**Q.** I measure levels of In⁺ to better than a wavenumber and would like a calculation to help with assignments. These come from a two-electron active space, 5s and 5p, with CASPT2 on top. How far off is it, and is the error the same everywhere?

In⁺ levels from OpenMolcas 26.06: state-averaged CASSCF and CASPT2 (IPEA shift 0.25, imaginary shift 0.1 hartree, 4d correlated), active shells in brackets, with X2C, a finite nucleus, ANO-R1 (6s5p3d1f) and spin–orbit state interaction (atomic mean field). Levels are paired with NIST's measured ones by configuration, term and J, each set counted from its 5s² ¹S₀ level.

| level | measured (cm⁻¹) | CASSCF (5s 5p) less measured (cm⁻¹) | MS-CASPT2 (5s 5p) less measured (cm⁻¹) | SS-CASPT2 (5s 5p) less measured (cm⁻¹) |
| --- | --- | --- | --- | --- |
| 5s2 1S 0 | 0 | 0 | 0 | 0 |
| 5s1.5p1 3Po 0 | 42276 | -4280 | 600 | 220 |
| 5s1.5p1 3Po 1 | 43351 | -4340 | 530 | 150 |
| 5s1.5p1 3Po 2 | 45830 | -4640 | 230 | -140 |
| 5s1.5p1 1Po 1 | 63038 | 3140 | 2840 | 2460 |
| 5p2 1D 2 | 97628 | 10520 | 14320 | 13950 |
| 5p2 3P 0 | 101608 | -3240 | 1460 | 1090 |
| 5p2 3P 1 | 103249 | -3560 | 1190 | 820 |
| 5p2 3P 2 | 105565 | -4150 | 550 | 180 |
| 5p2 1S 0 | 121289 | 2280 | 3840 | 3100 |

**A.** Each row gives configuration, term and J, with "o" marking odd parity. All energies are in cm⁻¹ above the ground level, and the three error columns are computed less measured. The errors come in four sizes. CASSCF puts every triplet level about 4000 too low. CASPT2 brings the triplets to within several hundred on average and 1500 at worst. It leaves the 5s5p ¹P° and upper ¹S levels about 3000 too high. And it places 5p² ¹D₂ some 14 000 too high, 14 to 15 % of the measured energy and worse than CASSCF. A smaller defect runs beneath these: the spin-orbit constant is about 10 % too small in all three methods. These are separate failures with separate causes, and a mean error over the nine excited levels hides them.

**Q.** Take the worst first. How would I see that ¹D is a failure of a different kind, and not merely a larger error?

**A.** From the order of the levels, which doesn't depend on where the ground state sits. The measured ¹D₂ at 97 628 lies below all three 5p² ³P levels, and every method puts it above them. For two electrons in a pure p² configuration the terms are ³P = F₀ − 5F₂, ¹D = F₀ + F₂ and ¹S = F₀ + 10F₂, where F₀ and F₂ are the monopole and scaled quadrupole repulsion integrals. F₂ is positive, so ¹D − ³P = 6F₂ must be positive, and (¹S − ¹D)/(¹D − ³P) = 9/6.

The CASSCF terms obey this once the one mixing that the space allows is undone. The ground state holds 0.078 electrons in 5p, so it is 3.9 % 5p². Two mixed states repel by the minority weight times their final gap, here 0.039 × 123 257 = 4807. The unmixed ¹S then sits at 123 257 − 4807 = 118 450, which is 10 612 above the ¹D term at 107 838. With ¹D − ³P = 7133 the ratio is 1.49. This agreement tests nothing about nature, since the rule is built into an s–p space apart from the different orbitals of singlets and triplets. It shows only that the computed ¹D is pure 5p². The measured ¹D − ³P is about −6700, which no F₂ can give. The measured level is therefore not pure 5p², and a pure computed state has been paired with it through its label.

**Q.** What is it mixed with, and why is ³P of the same configuration spared?

**A.** Here the table stops and standard theory takes over. The partner is 5s5d ¹D. The electron repulsion connects only states of equal parity, L and S. It can turn a 5p5p pair into 5s5d, one electron going down and the other up at little net cost in energy. The integral is of dipole type, the same kind that mixes 5s² with 5p², and is large because all orbitals belong to the n = 5 shell. The 5s5d levels lie near 1 × 10⁵ cm⁻¹ (a rough recalled figure), in the middle of 5p². A configuration 5s nl has L = l and parity (−1)ˡ, so it has no even P term at all, and 5p² ³P has no such close neighbour.

For two states with coupling V and unperturbed separation δ (partner less 5p²), the lower level falls below the pure 5p² position by Δ with Δ(Δ + δ) = V². The numbers fix the size needed: ¹D − ³P is too large by 13 794 in CASSCF and 12 782 in CASPT2. If the partner lies above, |V| is at least Δ, of order 10⁴ cm⁻¹. If it lies below, V may be smaller, but then the lower level is mostly 5s5d. In the first case the coupling is strong; in the second the energies alone set no lower limit on it. These data cannot tell which case holds. Part of the excess is ordinary screening of F₂ by dynamic correlation, which adds to the mixing but could only shrink the interval toward zero, never reverse it.

**Q.** CASPT2 includes excitations into d orbitals. Why doesn't it repair this, and why is the error larger than before?

**A.** The growth is the loss of a cancellation. CASPT2 does lower ¹D against ³P, by 1012, which is 7 % of the CASSCF excess. But it raises ³P by 4754 against the ground state, where ³P belongs, and ¹D follows by 3742 (multistate values). The CASSCF error of 10 520 was smaller only because the whole 5p² manifold was too low.

The small repair can be argued in two steps. Second order gives a shift V²/δ, valid for |V| ≪ |δ|, which near-degenerate mixing violates. And the basis has three contracted d shells and no diffuse functions; 3d and 4d take two, and the third is presumably a compact correlating function, a poor image of a physical 5d orbital. Its energy denominator is then large and its effect modest. The imaginary shift of 0.1 hartree would in addition damp any contribution with a small denominator.

This is why the usual diagnostics stay silent. The reference weights lie between 0.933 and 0.942 for all states and the components of a term spread by at most 7 cm⁻¹. With an imaginary shift ε an excitation enters with amplitude Vδ/(δ² + ε²), which vanishes at exact degeneracy and never exceeds V/(2ε), so a healthy weight doesn't exclude a close-lying partner. Nor can it report a state that the basis fails to describe.

**Q.** Is there anything in my measured spectrum, beyond the order, that shows the level is mixed?

**A.** The fine structure of ³P does, because spin-orbit coupling reaches only the 5p² part of a ¹D level. With one constant ζ for p² and the term centre T, the J = 1 level is T − ζ/2 and has no partner in the configuration. J = 0 starts at T − ζ and couples to ¹S by √2 ζ. J = 2 starts at T + ζ/2 and couples to ¹D by ζ/√2. Two levels with final gap G and coupling v have each been pushed by p, with p(G − p) = v².

Take the measured levels. The interval from J = 0 to J = 1 is 103 249 − 101 608 = 1641 and must equal ζ/2 + p₀. The gap to ¹S₀ is 121 289 − 101 608 = 19 681, so p₀(19 681 − p₀) = 2ζ². The pair is solved by ζ = 2237 and p₀ = 522. The J = 2 level took no part in this. Unpushed it would lie at 103 249 + 2237 = 105 486, and it is measured at 105 565, that is 79 higher. A pure ¹D lying 105 565 − 97 628 = 7937 below would push it up by p(7937 − p) = ζ²/2, which gives 329.

With the ideal coupling the push is upward, as from a ¹D below, but at a quarter of the strength. That suits a 5p² character divided between a lower level pushing up and an upper one pushing down, though it doesn't identify the partner. The size is soft. The CASSCF run itself has a J = 0 coupling whose square is only 0.90 of the ideal, and with that factor the measured push falls to 24, which cannot be told from zero at the 20 cm⁻¹ that these pushes carry; a slightly weaker coupling, as a mixed upper ¹S would have, reverses its sign. What stands is that the push is small, not its direction. In the calculations the push is downward by roughly 300.

**Q.** How well does that one-constant model describe the calculations themselves?

**A.** The same recipe was applied to each set of computed levels, and the term energies it extracts can be held against those of the runs; the printed output after this exchange has them. The odd terms return within 5 cm⁻¹, the rounding of the table. The 5p² terms are off by 12 to 49, worst for ¹D, because the ideal J = 0 coupling makes ζ about 2 % too small (1999 against 2038 for CASSCF). With 2038 the unpushed J = 2 level is 99 689 + 2038 = 101 727, the computed one 101 415, and the push of −312 agrees within rounding with the 324 downward that a pure ¹D gives at this ζ. The model also overestimates the J = 1 mixing in 5s5p, for measured levels (144 against 110) as for computed ones. That is the familiar result of a more diffuse 5p orbital in the singlet.

**Q.** My fine-structure intervals are all wider than computed. Is that one effect?

**A.** In 5s5p it is. There J = 0 and J = 2 have no partner, and their interval is 3ζ/2. It is measured as 3554 and computed as about 3190 in all three columns, so ζ is 10 % low. The sameness is built in: CASPT2 changes the term energies, while the spin-orbit matrix elements still come from the CASSCF orbitals. A likely cause is that correlation with the core contracts the 5p orbital and raises its weight near the nucleus, and these orbitals lack it. The small basis and the mean-field operator may contribute; the shares are a guess.

In 5p² the interval from J = 0 to J = 2 is short by 910 out of 3957, which is 23 %, and three parts add. For the multistate column about 350 comes from ζ, again 10 to 11 % low, about 150 from a weaker push on J = 0, and about 400 from the misplaced ¹D pushing J = 2 the wrong way. An error in one singlet thus leaks into a triplet level. The total is the same in all three columns because CASPT2 narrows both singlet–triplet gaps, so both pushes grow by about 50 and offset each other.

**Q.** Why does CASSCF err downward for triplets and upward for singlets?

**A.** The sign pattern holds for all six triplet and all three singlet levels. The ground state is left too high, so the triplets appear too low. Spin pairing alone doesn't explain it: the 5s²–5p² mixing inside the space already carries much of the valence pair correlation, and CASPT2 raises the singlet ¹D by 3742, nearly as much as the triplets (4877 and 4754). One likely cause is correlation with the 4d core, which is expected to favour the more penetrating 5s over 5p. A second lies in the orbitals. The even singlets share orbitals averaged over seven states, six of them mainly 5p², with a mean 5s occupation of 0.29. The ground state thus works with orbitals tuned to other states, while ³P° and ¹P° each have their own. This lowers every excitation energy, by an amount these runs don't separate.

Among the excited singlets only ¹P° gains more from CASPT2 than the ground state does. The two 5p² singlets gain less, so their errors grow, and whatever they lack is not supplied by second order in this basis. The ¹P° − ³P° gap, free of the ground state, is measured as about 18 300 and is too wide by about 7700 in CASSCF. CASPT2 removes two-thirds of that, moving ³P° up by 4877 and ¹P° down by 315. The remaining 2500 plausibly reflects mixing with configurations such as 5p5d and screening by the core, of which only 4d is correlated, both held back by the small basis. That reading is argued, not tested. It doesn't carry over to the upper ¹S, whose partners must be even and whose error CASPT2 enlarges; the cause of that error stays open here.

**Q.** The single-state column has the smallest mean error over all levels, and for triplets 433 against 760. Should I prefer it?

**A.** The two columns are one result and an offset. The multistate step can mix only states of the same symmetry, here the two ¹S. It lowers the ground state by 374, which the total energies confirm (373 ± 2), and raises the upper ¹S by as much. Every other level moves up by 370 to 380 and the upper ¹S by twice that. All intervals among the other terms are unchanged. The single-state errors of +150 and −140 for ³P° J = 1 and 2 are where a too-narrow multiplet happens to cross the measured one. With one small basis and one IPEA value, agreement at a few hundred cm⁻¹ doesn't establish that accuracy.

**Q.** What should I check before trusting such a calculation on a neighbouring ion?

**A.** List, for each term, the configurations outside the active space that share its parity, L and S and lie near in energy. For ions with an ns² ground state the np² ¹D has an ns nd partner (for n of 3 or more) and np² ³P has none of the ns nl type, so the same pattern is expected: triplets mended by second order, ¹D left high, by more the closer the partner lies. Compare intervals within a configuration, which cancel the ground-state error. A measured ¹D below ³P, marks a mixed level; a ³P₂ pushed much less than a pure ¹D would push it is softer supporting evidence. The remedy that theory indicates is an active nd shell together with basis functions diffuse enough to describe it, after which two ¹D levels appear and the pairing with measured ones has to be made by composition.

Output of the analysis:

```
all energies 1/cm; rounding floor: 5 per level, 10 per difference, ~10 on zeta, ~20 on pushes
5s1.5p1 3Po 0  computed (err %): CAS 37996 (-10.1)  MS 42876 (+1.4)  SS 42496 (+0.5)
5s1.5p1 3Po 1  computed (err %): CAS 39011 (-10.0)  MS 43881 (+1.2)  SS 43501 (+0.3)
5s1.5p1 3Po 2  computed (err %): CAS 41190 (-10.1)  MS 46060 (+0.5)  SS 45690 (-0.3)
5s1.5p1 1Po 1  computed (err %): CAS 66178 (+5.0)  MS 65878 (+4.5)  SS 65498 (+3.9)
5p2 1D 2       computed (err %): CAS 108148 (+10.8)  MS 111948 (+14.7)  SS 111578 (+14.3)
5p2 3P 0       computed (err %): CAS 98368 (-3.2)  MS 103068 (+1.4)  SS 102698 (+1.1)
5p2 3P 1       computed (err %): CAS 99689 (-3.4)  MS 104439 (+1.2)  SS 104069 (+0.8)
5p2 3P 2       computed (err %): CAS 101415 (-3.9)  MS 106115 (+0.5)  SS 105745 (+0.2)
5p2 1S 0       computed (err %): CAS 123569 (+1.9)  MS 125129 (+3.2)  SS 124389 (+2.6)
CAS: MAE 9 rows 4461, triplets 4035, singlets 5313, without 1D 3704; worst 5p2 1D 2 +10520
MS: MAE 9 rows 2840, triplets 760, singlets 7000, without 1D 1405; worst 5p2 1D 2 +14320
SS: MAE 9 rows 2457, triplets 433, singlets 6503, without 1D 1020; worst 5p2 1D 2 +13950
sp meas: J0-2 3554, zeta 2369 (+0.0%), 3Po 44645, 1Po-3Po 18283, J=1 push 110 (full coupling 144)
sp CAS: J0-2 3194, zeta 2129 (-10.1%), 3Po 40125, 1Po-3Po 26003, J=1 push 50 (full coupling 84)
sp MS: J0-2 3184, zeta 2123 (-10.4%), 3Po 44999, 1Po-3Po 20823, J=1 push 56 (full coupling 103)
sp SS: J0-2 3194, zeta 2129 (-10.1%), 3Po 44625, 1Po-3Po 20813, J=1 push 60 (full coupling 104)
excess of 1Po-3Po: CAS +7720, MS +2540, SS +2530 ; MS removes 67%
p2 meas: J0-2 3957, zeta 2237, 3P0 down 522, 3P2 push +79 (pure 1D +329), 1D-3P -6661, (1S-1D)/(1D-3P) -3.46
p2 CAS: J0-2 3047, zeta 1999, 3P0 down 321, 3P2 push -273 (pure 1D -311), 1D-3P +7186, (1S-1D)/(1D-3P) +2.14
p2 MS: J0-2 3047, zeta 2003, 3P0 down 370, 3P2 push -327 (pure 1D -367), 1D-3P +6181, (1S-1D)/(1D-3P) +2.13
p2 SS: J0-2 3047, zeta 1995, 3P0 down 373, 3P2 push -319 (pure 1D -364), 1D-3P +6192, (1S-1D)/(1D-3P) +2.06
p2 J0-2 error CAS: -910 = zeta -357 (-10.6% in zeta) + J=0 push -201 + J=2 push -352
p2 J0-2 error MS: -910 = zeta -352 (-10.5% in zeta) + J=0 push -153 + J=2 push -405
p2 J0-2 error SS: -910 = zeta -363 (-10.8% in zeta) + J=0 push -149 + J=2 push -398
model term less output term CAS (3Po,1Po,3P,1D,1S): [  4  -5 -20  34 -13]
model term less output term MS (3Po,1Po,3P,1D,1S): [  1   5 -20  40 -15]
model term less output term SS (3Po,1Po,3P,1D,1S): [  0  -5 -22  49 -12]
CAS zeta(p2) from output term 2038; J=0 coupling^2 factor 0.90
measured with that factor: zeta 2292, 3P2 push +24 (pure 1D +346), 1D-3P -6743; CAS zeta -11.1%
CAS 5s2-5p2 weight 0.039, push 4807 +- 31; ratio raw 2.16, unmixed 1.49 (Slater 1.50)
1D-3P output terms: CAS 7133 (excess over measured 13794), MS 6121 (excess over measured 12782), SS 6121 (excess over measured 12782)
MS lowers 1D against 3P by 1012, 7% of the CASSCF excess
PT2 shift of terms MS-CAS (3Po,1Po,3P,1D,1S): [4877 -315 4754 3742 1515]
PT2 shift of terms SS-CAS (3Po,1Po,3P,1D,1S): [4504 -689 4380 3368  768]
MS-SS levels: [380 380 370 380 370 370 370 370 740] ; terms: [374 374 374 374 748]
ground-term lowering MS vs SS from total energies 373 +- 2; upper 1S / offset 1.98
```
